# Worked problem: how far electron-electron collisions push the Lorenz ratio below its Sommerfeld value

The Wiedemann-Franz law turns an electrical resistivity into an electronic thermal conductivity, $\kappa = L_0 T/\rho$, with $L_0 = (\pi^2/3)(k_B/e)^2 = 2.443\times10^{-8}\ \mathrm{W\,\Omega\,K^{-2}}$. It holds for degenerate carriers that scatter elastically. Electron-electron collisions are inelastic and lower the Lorenz number $L=\kappa\rho/T$. The size of the drop depends on whether they also degrade the charge current.

## Problem

**Part A: CeRhIn$_5$, collisions that relax both currents.** This heavy-fermion metal has a Fermi surface of several sheets, on which umklapp and interband collisions degrade the charge current. Typical values for a clean crystal with in-plane current are: residual resistivity $\rho_0 = 0.037\ \mu\Omega\,\mathrm{cm}$, low-temperature slope $A = 0.021\ \mu\Omega\,\mathrm{cm\,K^{-2}}$ in $\rho\simeq\rho_0+AT^2$, and antiferromagnetic order below $3.8$ K. Assume one relaxation rate on all sheets, the sum of an impurity rate and an electron-electron rate, with no in-scattering.

1. Find $L/L_0$ with no impurities.
2. Find the ratio $A/B$ of the electrical and thermal $T^2$ slopes when impurities dominate.
3. Find $\rho$, $\kappa$, $L/L_0$ and the inelastic Lorenz ratio at 0.5, 1.0 and 1.5 K.

**Part B: a GaAs two-dimensional channel, collisions that conserve momentum.** The typical effective mass is $m^*=0.067\,m_e$. Assumed device values are: sheet density $n = 3.0\times10^{11}\ \mathrm{cm^{-2}}$, one spin-degenerate parabolic subband, $T=4.2$ K, and mobility $\mu_e = 1.0\times10^{6}\ \mathrm{cm^2\,V^{-1}s^{-1}}$ at that temperature. The electron-electron relaxation time $\tau_\kappa$ of the heat current is assumed to obey $\hbar/\tau_\kappa = C\,(k_BT)^2/E_F$ with $C=3$, uncertain by a factor of two.

4. Find $L/L_0$ and the electronic sheet thermal conductance. Repeat $L/L_0$ for an assumed mobility of $1.0\times10^{4}\ \mathrm{cm^2\,V^{-1}s^{-1}}$.

## Conventions

Let $x=(\varepsilon-\mu)/k_BT$, where $\mu$ is the chemical potential, and $f(x)=1/(e^x+1)$. Thermal averages use the weight $-\partial f/\partial x$:

$$\langle g\rangle=\int_{-\infty}^{\infty}\frac{g(x)\,dx}{4\cosh^2(x/2)},\qquad \langle1\rangle=1,\quad\langle x^2\rangle=\frac{\pi^2}{3},\quad\langle x^4\rangle=\frac{7\pi^4}{15}.$$

The conductivity $\kappa$ is electronic and taken at zero charge current. The thermal resistivity is expressed in electrical units, $w\equiv L_0T/\kappa$, so that $L/L_0=\rho/w$.

In the linearised Boltzmann equation with relaxation time $\tau(x)$, an electric field drives every state near the Fermi level alike, while a temperature gradient drives it in proportion to $x$. The heat carried per state brings a second factor $x$. With the density of states $N$ (both spins) and the velocity $v$ fixed at their Fermi-level values, in $d$ dimensions,

$$\sigma=e^2\frac{Nv^2}{d}\langle\tau\rangle,\qquad \frac{\kappa}{T}=k_B^2\frac{Nv^2}{d}\langle x^2\tau\rangle,\qquad \frac{L}{L_0}=\frac{3}{\pi^2}\frac{\langle x^2\tau\rangle}{\langle\tau\rangle}.$$

A constant $\tau$ gives $L=L_0$. The band-structure factor $Nv^2/d$ cancels, and a heavy mass does not matter for the ratio.

## Solution, Part A

**The shape of the rate.** A quasiparticle at $x$ hits a partner at $x_2$, transfers energy $\omega$ (in units of $k_BT$), and both need empty final states. In three dimensions the angular integrals separate from the energy integrals. The partner gives

$$\int dx_2\,f(x_2)\,[1-f(x_2+\omega)]=\frac{\omega}{1-e^{-\omega}}.$$

The reverse process, which refills the state, multiplies the rate by $1+e^{-x}$ through detailed balance. The energy factor is therefore

$$(1+e^{-x})\int d\omega\,\frac{\omega}{1-e^{-\omega}}\,[1-f(x-\omega)]=\frac{x^2+\pi^2}{2}.$$

Two free energy integrals supply $(k_BT)^2$. The total rate is

$$\frac{1}{\tau(x)}=\frac1{\tau_{\rm imp}}+\frac{x^2+\pi^2}{\tau_0}=\frac{x^2+a^2}{\tau_0},\qquad b^2\equiv\frac{\tau_0}{\tau_{\rm imp}},\qquad a^2=b^2+\pi^2,$$

with $\tau_0\propto T^{-2}$. Dropping in-scattering means that the partner and the two outgoing particles keep, on average, no memory of the incoming velocity. That suits large-angle umklapp scattering. The states that carry heat sit at $|x|\approx2$ to $3$, where the rate is larger than at $x=0$, so heat suffers more than charge.

**One integral.** Everything follows from

$$J(a)=\left\langle\frac{1}{x^2+a^2}\right\rangle=\frac{\psi'\!\left(\tfrac12+y\right)}{2\pi a},\qquad y=\frac{a}{2\pi},$$

where $\psi'(z)=\sum_{k\ge0}(z+k)^{-2}$ is the trigamma function. Since $x^2/(x^2+a^2)=1-a^2/(x^2+a^2)$, we have $\langle\tau\rangle=\tau_0J$ and $\langle x^2\tau\rangle=\tau_0(1-a^2J)$. With $\rho_0$ belonging to $\tau=\tau_{\rm imp}$,

$$\rho=\frac{\rho_0}{b^2J},\qquad w=\frac{\pi^2}{3}\,\frac{\rho_0}{b^2\,(1-a^2J)},\qquad\frac{L}{L_0}=\frac{3}{\pi^2}\left(\frac1J-a^2\right).$$

**1. Clean limit.** For $b\to0$, $a=\pi$ and $y=\tfrac12$. Then $\psi'(1)=\pi^2/6$ and $J=1/12$, so

$$\frac{L}{L_0}=\frac{3}{\pi^2}\,(12-\pi^2)=\frac{36}{\pi^2}-3=0.648.$$

This number is independent of temperature and of the interaction strength.

**2. Impurity-dominated limit.** For $b\gg\pi$, expand $\tau/\tau_{\rm imp}\simeq1-(x^2+\pi^2)/b^2$. The electrical average is $\langle x^2+\pi^2\rangle=4\pi^2/3$. The thermal average is $\langle x^2(x^2+\pi^2)\rangle/\langle x^2\rangle=(4\pi^4/5)/(\pi^2/3)=12\pi^2/5$. Hence

$$\rho\simeq\rho_0\left(1+\frac{4\pi^2}{3b^2}\right)=\rho_0+AT^2,\qquad w\simeq\rho_0\left(1+\frac{12\pi^2}{5b^2}\right)=\rho_0+BT^2,$$

$$\frac AB=\frac{5}{9}=0.556,\qquad B=\frac95\times0.021\ \mu\Omega\,\mathrm{cm\,K^{-2}}=0.038\ \mu\Omega\,\mathrm{cm\,K^{-2}}.$$

The same collision model thus gives two different numbers. In units of $\rho_0/b^2$ the electron-electron part of $\rho$ is 13.16 when impurities dominate and 12 when they are absent. For $w$ it is 23.7 and $(\pi^2/3)/(1-\pi^2/12)=18.5$. Matthiessen's rule fails because the two rates depend differently on energy. The inelastic Lorenz ratio

$$\frac{L_{\rm in}}{L_0}=\frac{\rho-\rho_0}{w-\rho_0}$$

starts at $5/9$ and approaches 0.648 only far above the crossover temperature $\sqrt{\rho_0/A}=1.33$ K.

**3. Numbers at 1.0 K.** The slope $A$ fixes $b$:

$$b^2=\frac{4\pi^2}{3}\frac{\rho_0}{AT^2}=13.16\times\frac{0.037\ \mu\Omega\,\mathrm{cm}}{0.021\ \mu\Omega\,\mathrm{cm\,K^{-2}}\times(1.0\ \mathrm K)^2}=13.16\times1.762=23.19.$$

Then $a^2=23.19+9.87=33.06$, $a=5.75$, $y=0.915$ and $\psi'(1.415)=1.0107$. Because $a^2J=y\,\psi'$, we get $a^2J=0.9248$, $1-a^2J=0.0752$ and $b^2J=(b^2/a^2)\,a^2J=0.6487$. Extra digits are kept here because $1-a^2J$ is a small difference. The resistivities are

$$\rho=\frac{0.037\ \mu\Omega\,\mathrm{cm}}{0.6487}=0.0570\ \mu\Omega\,\mathrm{cm},\qquad w=\frac{3.290\times0.037\ \mu\Omega\,\mathrm{cm}}{23.19\times0.0752}=0.0698\ \mu\Omega\,\mathrm{cm}.$$

The value of $\rho$ lies slightly below $\rho_0+AT^2=0.058\ \mu\Omega\,\mathrm{cm}$. With $1\ \mu\Omega\,\mathrm{cm}=10^{-8}\ \Omega\,\mathrm m$,

$$\kappa=\frac{2.443\times10^{-8}\ \mathrm{W\,\Omega\,K^{-2}}\times1.0\ \mathrm K}{0.0698\times10^{-8}\ \Omega\,\mathrm m}=35.0\ \mathrm{W\,m^{-1}K^{-1}}.$$

So $L/L_0=0.817$, and $L_{\rm in}/L_0=0.0200/0.0328=0.610$. The Wiedemann-Franz law applied to $\rho$ would give $43\ \mathrm{W\,m^{-1}K^{-1}}$, too high by 22 per cent within the model. The other temperatures follow from $b^2\propto T^{-2}$:

| $T$ (K) | $a$ | $\rho$ ($\mu\Omega$ cm) | $w$ ($\mu\Omega$ cm) | $\kappa$ (W m$^{-1}$K$^{-1}$) | $L/L_0$ | $L_{\rm in}/L_0$ |
|---|---|---|---|---|---|---|
| 0.5 | 10.13 | 0.0421 | 0.0458 | 26.7 | 0.920 | 0.583 |
| 1.0 | 5.75 | 0.0570 | 0.0698 | 35.0 | 0.817 | 0.610 |
| 1.5 | 4.49 | 0.0813 | 0.108 | 34.0 | 0.754 | 0.625 |

These are the model's numbers. The inputs carry two figures, so the third digit only shows the trend.

**Neglected terms.** The zero-current condition changes $L/L_0$ by $S^2/L_0$, where $S$ is the thermopower. For an assumed $|S|=5\ \mu\mathrm{V/K}$ this is 0.001. Lattice conduction at 1 K is assumed to stay below about $1\ \mathrm{W\,m^{-1}K^{-1}}$, a few per cent of $\kappa$. Scattering by spin waves grows towards the ordering temperature, which is why the table stops at 1.5 K.

**Model and material.** As typical knowledge, the slope ratio $A/B$ of CeRhIn$_5$ is about 0.4, so the model's $5/9$ is too high by a factor of about 1.4, and its $w$ is too low. In-scattering acts in that direction and is the omission that rivals the effect itself. A small-angle inelastic collision barely turns the velocity, so in-scattering restores most of the charge current, while the energy exchange still degrades the heat current. Part B takes this cancellation to its extreme.

## Solution, Part B

**Why the charge current survives.** In one parabolic band $\mathbf v=\mathbf p/m^*$, so the charge current is $\mathbf j=-e\mathbf P/m^*$, with $\mathbf P$ the total momentum density. The Fermi circle of a dilute channel is far smaller than the Brillouin zone, so umklapp is closed. Each collision conserves $\mathbf p_1+\mathbf p_2$, and in-scattering cancels out-scattering exactly for $\mathbf j$. The heat current $\mathbf q$ sums $\mathbf v\,(\varepsilon-\mu)$, which a collision changes. For an energy-independent $\tau_{\rm imp}$, and one rate for $\mathbf q$,

$$\frac{d\mathbf j}{dt}=\frac{ne^2}{m^*}\mathbf E-\frac{\mathbf j}{\tau_{\rm imp}},\qquad\frac{d\mathbf q}{dt}=-\frac{\pi^2}{3}\frac{nk_B^2T}{m^*}\nabla T-\left(\frac1{\tau_{\rm imp}}+\frac1{\tau_\kappa}\right)\mathbf q.$$

The two equations decouple to leading order in $T/T_F$, with $T_F=E_F/k_B$, because one distortion is even in $x$ and the other odd. The steady state gives

$$\frac{L}{L_0}=\frac{1}{1+\tau_{\rm imp}/\tau_\kappa}.$$

In the hydrodynamic limit $\tau_\kappa\ll\tau_{\rm imp}$ the ratio falls as $\tau_\kappa/\tau_{\rm imp}\to0$. There $\kappa$ is set by the electron fluid alone, while $\sigma$ keeps rising as the sample gets cleaner.

**4. Numbers.** For the spin-degenerate subband,

$$E_F=\frac{\pi\hbar^2n}{m^*}=10.7\ \mathrm{meV},\qquad T_F=124\ \mathrm K,\qquad k_BT=0.362\ \mathrm{meV}.$$

The two times, with $\hbar=0.658\ \mathrm{meV\,ps}$, are

$$\tau_{\rm imp}=\frac{m^*\mu_e}{e}=38\ \mathrm{ps},\qquad\frac{\hbar}{\tau_\kappa}=3\times\frac{(0.362\ \mathrm{meV})^2}{10.7\ \mathrm{meV}}=0.0367\ \mathrm{meV},\qquad\tau_\kappa=18\ \mathrm{ps}.$$

Thus $\tau_{\rm imp}/\tau_\kappa=2.1$ and $L/L_0=0.32$. The sheet resistance is $R_s=1/(ne\mu_e)=20.8\ \Omega/\square$, untouched by the collisions. The Wiedemann-Franz conductance per square would be

$$\frac{L_0T}{R_s}=\frac{2.443\times10^{-8}\ \mathrm{W\,\Omega\,K^{-2}}\times4.2\ \mathrm K}{20.8\ \Omega}=4.9\ \mathrm{nW/K},$$

and the model reduces it to $1.6\ \mathrm{nW/K}$. Halving or doubling $C$ moves $L/L_0$ to 0.49 or 0.19. For the low mobility, $\tau_{\rm imp}=0.38$ ps, $\tau_{\rm imp}/\tau_\kappa=0.021$ and $L/L_0=0.98$. These are again the model's numbers and rest on the assumed $C$, which absorbs the factor $\ln(T_F/T)$ that two-dimensional kinematics adds to the $T^2$ law.

**How exact is the formula?** A single rate for $\mathbf q$ amounts to freezing the distortion in the shape $\delta f\propto \mathbf v\,x\,(-\partial f/\partial x)$. With $\tau_\kappa$ defined by that shape, the formula is exact to first order in $\tau_{\rm imp}/\tau_\kappa$ and is otherwise a variational lower bound on $L/L_0$. Part A supplies a size. Keep its heat channel and set $\rho=\rho_0$. Then $\tau_{\rm imp}/\tau_\kappa=12\pi^2/(5b^2)$ and the energy-resolved answer is $\rho_0/w$. The 1.5 K row has $b^2=10.30$ and $\tau_{\rm imp}/\tau_\kappa=2.30$. The formula gives 0.303 and the energy-resolved value is 0.343. In the hydrodynamic limit the two differ by the factor $(36/5)(1-\pi^2/12)=1.28$. This is smaller than the uncertainty in $C$, and it leaves the limit $L/L_0\to0$ intact.

**Other neglected terms.** The thermopower is $|S|\simeq(\pi^2/3)(k_B/e)(T/T_F)$, so $S^2/L_0=(\pi^2/3)(T/T_F)^2=0.004$. A typical acoustic-phonon-limited mobility near 4 K is of order $10^7\ \mathrm{cm^2\,V^{-1}s^{-1}}$. Phonons then supply a rate of order $0.1/\tau_{\rm imp}$, small beside the electron-electron rate $2.1/\tau_{\rm imp}$. Bulk coefficients need a channel much longer and wider than the mean free path $v_F\tau_{\rm imp}$. With $v_F=\hbar\sqrt{2\pi n}/m^*=2.4\times10^{7}\ \mathrm{cm/s}$ this length is $9.0\ \mu\mathrm m$. The conductance found here sets how hot electrons diffuse to the contacts. Heat flow through the substrate lattice is a separate, parallel path.

## What to check before using the law

Two questions decide the outcome. The first is how the electron-electron rate compares with the elastic rate. If it is small, as in the low-mobility channel, $L$ stays within a few per cent of $L_0$. The second is whether the collisions can remove charge current. If they remove it as freely as they empty a state, the drop is bounded, and $L/L_0$ falls from 1 towards 0.648. If they conserve it, there is no floor, and a thermal conductance inferred from the sheet resistance is too high by the factor $1+\tau_{\rm imp}/\tau_\kappa$.